**Addition energies of a spherical Woods-Saxon dot: charging, shell gaps and spin splitting**

The table lists chemical potential, unpaired electrons, rms radius, highest eigenvalue and addition energy for 1 to 40 electrons in a spherical Woods-Saxon well, from spin-polarised Kohn-Sham calculations with the LDA-PW92 functional and m-averaged shells. The program splits the addition energy into a charging plateau, a level gap at closed shells and a spin splitting at half-filled shells, and it solves the bare well numerically for comparison. A one-parameter plateau model, c/rms minus a local-exchange term, has an rms error of 0.0024 hartree* and does better than c/rms alone or the fixed 6/(5R), but it misses the structure within half-shells. The closed-shell excesses grow from 0.126 to 0.193 hartree*, lie below the bare-well gaps and approach the particle-on-a-sphere estimate (l+1)/rms², while the half-filling excesses shrink from 0.051 to 0.045 hartree*. The bare well puts 2s below 1f, unlike the tabulated filling, which comes from a greedy search that can miss a lower configuration.

Spherical quantum dot in effective atomic units, computed with radks 2 (radial solver) and Libxc: spin-polarised Kohn-Sham, LDA-PW92 functional, m-averaged shells. The well is -depth/(1+exp((r-radius)/edge)), with depth 10.9 hartree*, radius 6.23 bohr* and edge 0.28 bohr*, and has no central charge.

## The fit in Python

```python
# Table: spin-polarised LDA-PW92 spherical Woods-Saxon dot (radks + Libxc), N = 1..40, effective atomic units.
# Tested: addition energy = charging + level gap (closed shells) + spin splitting (half-filled shells).
T = {
    'electrons': [1, 2, 3, 4, 5, 6, 7, 8, 9, 10, 11, 12, 13, 14, 15, 16, 17, 18, 19, 20, 21, 22, 23, 24, 25, 26, 27, 28, 29, 30, 31, 32, 33, 34, 35, 36, 37, 38, 39, 40],
    'chemical_potential': [-10.75, -10.49, -10.16, -9.956, -9.748, -9.492, -9.291, -9.089, -8.747, -8.55, -8.352, -8.154, -7.957, -7.714, -7.52, -7.327, -7.133, -6.939, -6.58, -6.389, -6.199, -6.008, -5.818, -5.627, -5.437, -5.203, -5.016, -4.828, -4.64, -4.453, -4.265, -4.078, -3.698, -3.512, -3.327, -3.142, -2.957, -2.772, -2.587, -2.402],  # hartree*
    'unpaired_electrons': [1, 0, 1, 2, 3, 2, 1, 0, 1, 2, 3, 4, 5, 4, 3, 2, 1, 0, 1, 2, 3, 4, 5, 6, 7, 6, 5, 4, 3, 2, 1, 0, 1, 2, 3, 4, 5, 6, 7, 8],
    'rms_radius': [3.153, 3.359, 3.592, 3.727, 3.824, 3.903, 3.967, 4.022, 4.083, 4.135, 4.18, 4.22, 4.256, 4.289, 4.319, 4.346, 4.372, 4.396, 4.422, 4.446, 4.468, 4.489, 4.509, 4.528, 4.546, 4.563, 4.579, 4.595, 4.609, 4.624, 4.637, 4.651, 4.665, 4.678, 4.691, 4.704, 4.716, 4.727, 4.739, 4.75],  # bohr*
    'highest_eigenvalue': [-10.65, -10.39, -10.06, -9.852, -9.643, -9.392, -9.19, -8.987, -8.649, -8.451, -8.253, -8.056, -7.858, -7.617, -7.424, -7.23, -7.036, -6.842, -6.485, -6.294, -6.103, -5.913, -5.723, -5.532, -5.342, -5.109, -4.922, -4.734, -4.546, -4.359, -4.171, -3.984, -3.605, -3.42, -3.234, -3.049, -2.864, -2.679, -2.494, -2.309],  # hartree*
    'highest_level': ['1s up', '1s up', '1p up', '1p up', '1p up', '1p down', '1p down', '1p up', '1d up', '1d up', '1d up', '1d up', '1d up', '1d down', '1d down', '1d down', '1d down', '1d up', '1f up', '1f up', '1f up', '1f up', '1f up', '1f up', '1f up', '1f down', '1f down', '1f down', '1f down', '1f down', '1f down', '1f up', '1g up', '1g up', '1g up', '1g up', '1g up', '1g up', '1g up', '1g up'],
    'addition_energy': [None, 0.3319, 0.2057, 0.2089, 0.256, 0.2002, 0.2025, 0.3417, 0.1973, 0.1977, 0.1978, 0.1977, 0.2432, 0.1932, 0.1936, 0.1938, 0.1938, 0.3591, 0.1907, 0.1907, 0.1906, 0.1905, 0.1903, 0.1902, 0.234, 0.1877, 0.1877, 0.1877, 0.1876, 0.1876, 0.1874, 0.3796, 0.1855, 0.1854, 0.1853, 0.1852, 0.1851, 0.1849, 0.1848, 0.1847],  # hartree*
}
import numpy as np
from scipy.linalg import eigh_tridiagonal
N = [int(n) for n in T['electrons']]
g = lambda k: dict(zip(N, T[k]))
mu, m, rms, eps, lev, A = map(g, ['chemical_potential', 'unpaired_electrons', 'rms_radius', 'highest_eigenvalue', 'highest_level', 'addition_energy'])
R, V0, a = 6.23, 10.9, 0.28  # settings from the caption
h = 0.004; r = np.arange(1, 3500)*h
def bare(l):
    d = 1/h**2 + l*(l+1)/(2*r*r) - V0/(1+np.exp((r-R)/a))
    w, v = eigh_tridiagonal(d, -0.5/h**2*np.ones(len(r)-1), select='i', select_range=(0, 1))
    return w, (v[:, 0]**2*r*r).sum()
B = [bare(l) for l in range(5)]
L = [(B[l][0][0], '1'+'spdfg'[l]) for l in range(5)] + [(B[l][0][1], '2'+'sp'[l]) for l in range(2)]
print('energies in hartree*, lengths in bohr*; rounding: A 0.00005, eps-mu 0.001 (0.01 for N=1-3)')
print('bare well levels: ' + ', '.join('%s %.3f' % (s, e) for e, s in sorted(L)))
print('N=1: bare 1s %.3f; mu-bare %+.2f; eps-bare %+.2f; rms %.3f vs bare %.3f (%+.1f%%)' % (B[0][0][0], mu[1]-B[0][0][0], eps[1]-B[0][0][0], rms[1], B[0][1]**.5, 100*(rms[1]/B[0][1]**.5-1)))
closed = [n for n in N if m[n] == 0]; half = [2*l*l+2*l+1 for l in (1, 2, 3)]
assert closed == [2*(l+1)**2 for l in range(4)] and [m[n] for n in half] == [3, 5, 7]
op = [n for n in N if n > 2 and n not in closed+half]
print('max |A(N)-(mu(N+1)-mu(N))|, N=4-39: %.4f' % max(abs(A[n]-mu[n+1]+mu[n]) for n in N[3:-1]))
print('eps-mu over all rows: %.3f to %.3f' % (min(eps[n]-mu[n] for n in N), max(eps[n]-mu[n] for n in N)))
q = np.array([2*(eps[n]-mu[n])/A[n] for n in op if n > 3])
print('2(eps-mu)/A, open rows N>3: mean %.3f, range %.3f-%.3f (rounding about 0.01)' % (q.mean(), q.min(), q.max()))
assert 0.95 < q.min() and q.max() < 1.05
cx = (6/np.pi)**(1/3); Lv = lambda n: (4*np.pi/3)**(1/3)*(5/3)**.5*rms[n]
def X(n):
    ns = (n+m[n])/2 if lev[n].endswith('up') else (n-m[n])/2
    return cx/(3*Lv(n)*ns**(2/3))
y = np.array([A[n] for n in op]); x = np.array([1/rms[n] for n in op]); xx = np.array([X(n) for n in op])
c1 = x@y/(x@x); c2 = x@(y+xx)/(x@x)
print('plateau N=3 to 40: A %+.1f%%, 1/rms %+.1f%%; log slope of A vs rms %.2f' % (100*(A[40]/A[3]-1), 100*(rms[3]/rms[40]-1), -np.polyfit(np.log(x), np.log(y), 1)[0]))
print('references: 6/(5R) %.4f, 1/R %.4f, uniform-sphere c %.3f, uniform rms %.3f' % (1.2/R, 1/R, 1.2*.6**.5, .6**.5*R))
print('1/A: %.2f at N=3, %.2f at N=40; fitted c %.3f (alone), %.3f (with exchange)' % (1/A[3], 1/A[40], c1, c2))
M = {'fixed 6/(5R)': 1.2/R+0*x, 'c/rms': c1*x, 'c/rms - exchange': c2*x-xx}
for k, p in M.items():
    e = p-y; i = abs(e).argmax()
    print('%-17s rms error %.4f, worst N=%d %+.4f (%+.1f%%)' % (k, (e*e).mean()**.5, op[i], e[i], 100*e[i]/y[i]))
print('branch   rows   mean A  last-first  model change  exchange  model error')
p = dict(zip(op, M['c/rms - exchange']))
for s in dict.fromkeys(lev[n] for n in op):
    k = [n for n in op if lev[n] == s]
    print('%-8s %2d-%2d  %.4f  %+.4f     %+.4f       %.3f     %+.4f' % (s, k[0], k[-1], np.mean([A[n] for n in k]), A[k[-1]]-A[k[0]], p[k[-1]]-p[k[0]], np.mean([X(n) for n in k]), np.mean([p[n]-A[n] for n in k])))
def base(n): return np.mean([A[j] for j in (n-1, n+1) if A[j] is not None])
print('steps A(N+1)-A(N-1): ' + ', '.join('%d %+.4f' % (n, A[n+1]-A[n-1]) for n in sorted(half+closed[1:])))
print('closed shells (N=2: base from N=3 only); rotor = (l+1)/rms^2')
print(' N  base    excess  bare gap  ratio  rotor  ratio  sqrt((l+1)/excess)  rms/bare rms')
ex = []
for l, n in enumerate(closed):
    e = A[n]-base(n); ex.append(e); gb = B[l+1][0][0]-B[l][0][0]; ro = (l+1)/rms[n]**2
    rb = (sum((4*j+2)*B[j][1] for j in range(l+1))/n)**.5
    print('%2d  %.4f  %.4f  %.4f    %.2f   %.4f %.2f   %.2f                %.3f/%.3f = %.3f' % (n, base(n), e, gb, e/gb, ro, e/ro, ((l+1)/e)**.5, rms[n], rb, rms[n]/rb))
assert all(np.diff(ex) > 0)
print('excess growth N=8 to 32: %+.0f%%; peak A growth %+.0f%%' % (100*(ex[3]/ex[1]-1), 100*(A[32]/A[8]-1)))
print('half-filled shells; estimate = uniform density, exchange only (crude)')
print(' N  m  base    excess  excess/m  m/N   estimate  ratio  rs')
eh = []
for n in half:
    e = A[n]-base(n); eh.append(e)
    d = cx/Lv(n)*(((n+m[n])/2)**(1/3)-((n-m[n])/2)**(1/3))
    print('%2d  %d  %.4f  %.4f  %.4f    %.2f  %.2f      %.1f    %.1f' % (n, m[n], base(n), e, e/m[n], m[n]/n, d, e/d, (5/3)**.5*rms[n]/n**(1/3)))
assert min(eh) > 0 and all(np.diff(eh) < 0) and max(eh) < min(ex)
print('half-filling excess N=5 to 25: %+.0f%%' % (100*(eh[2]/eh[0]-1)))
```

Printed output:

```
energies in hartree*, lengths in bohr*; rounding: A 0.00005, eps-mu 0.001 (0.01 for N=1-3)
bare well levels: 1s -10.754, 1p -10.602, 1d -10.413, 2s -10.325, 1f -10.187, 2p -10.040, 1g -9.928
N=1: bare 1s -10.754; mu-bare +0.00; eps-bare +0.10; rms 3.153 vs bare 3.108 (+1.4%)
max |A(N)-(mu(N+1)-mu(N))|, N=4-39: 0.0009
eps-mu over all rows: 0.092 to 0.105
2(eps-mu)/A, open rows N>3: mean 1.000, range 0.991-1.007 (rounding about 0.01)
plateau N=3 to 40: A -10.2%, 1/rms -24.4%; log slope of A vs rms -0.45
references: 6/(5R) 0.1926, 1/R 0.1605, uniform-sphere c 0.930, uniform rms 4.826
1/A: 4.86 at N=3, 5.41 at N=40; fitted c 0.839 (alone), 0.892 (with exchange)
fixed 6/(5R)      rms error 0.0064, worst N=4 -0.0163 (-7.8%)
c/rms             rms error 0.0081, worst N=3 +0.0279 (+13.6%)
c/rms - exchange  rms error 0.0024, worst N=3 +0.0078 (+3.8%)
branch   rows   mean A  last-first  model change  exchange  model error
1p up     3- 4  0.2073  +0.0032     +0.0002       0.030     +0.0063
1p down   6- 7  0.2014  +0.0023     +0.0043       0.028     -0.0027
1d up     9-12  0.1976  +0.0004     -0.0022       0.014     +0.0031
1d down  14-17  0.1936  +0.0006     +0.0005       0.013     -0.0011
1f up    19-24  0.1905  -0.0005     -0.0023       0.008     +0.0004
1f down  26-31  0.1876  -0.0003     -0.0008       0.008     -0.0018
1g up    33-40  0.1851  -0.0008     -0.0020       0.006     -0.0013
steps A(N+1)-A(N-1): 5 -0.0087, 8 -0.0052, 13 -0.0045, 18 -0.0031, 25 -0.0025, 32 -0.0019
closed shells (N=2: base from N=3 only); rotor = (l+1)/rms^2
 N  base    excess  bare gap  ratio  rotor  ratio  sqrt((l+1)/excess)  rms/bare rms
 2  0.2057  0.1262  0.1515    0.83   0.0886 1.42   2.81                3.359/3.108 = 1.081
 8  0.1999  0.1418  0.1895    0.75   0.1236 1.15   3.76                4.022/3.479 = 1.156
18  0.1923  0.1668  0.2253    0.74   0.1552 1.07   4.24                4.396/3.722 = 1.181
32  0.1865  0.1931  0.2594    0.74   0.1849 1.04   4.55                4.651/3.907 = 1.191
excess growth N=8 to 32: +36%; peak A growth +11%
half-filled shells; estimate = uniform density, exchange only (crude)
 N  m  base    excess  excess/m  m/N   estimate  ratio  rs
 5  3  0.2046  0.0514  0.0171    0.60  0.09      0.6    2.9
13  5  0.1955  0.0477  0.0095    0.38  0.07      0.7    2.3
25  7  0.1890  0.0451  0.0064    0.28  0.06      0.8    2.0
half-filling excess N=5 to 25: -12%
```
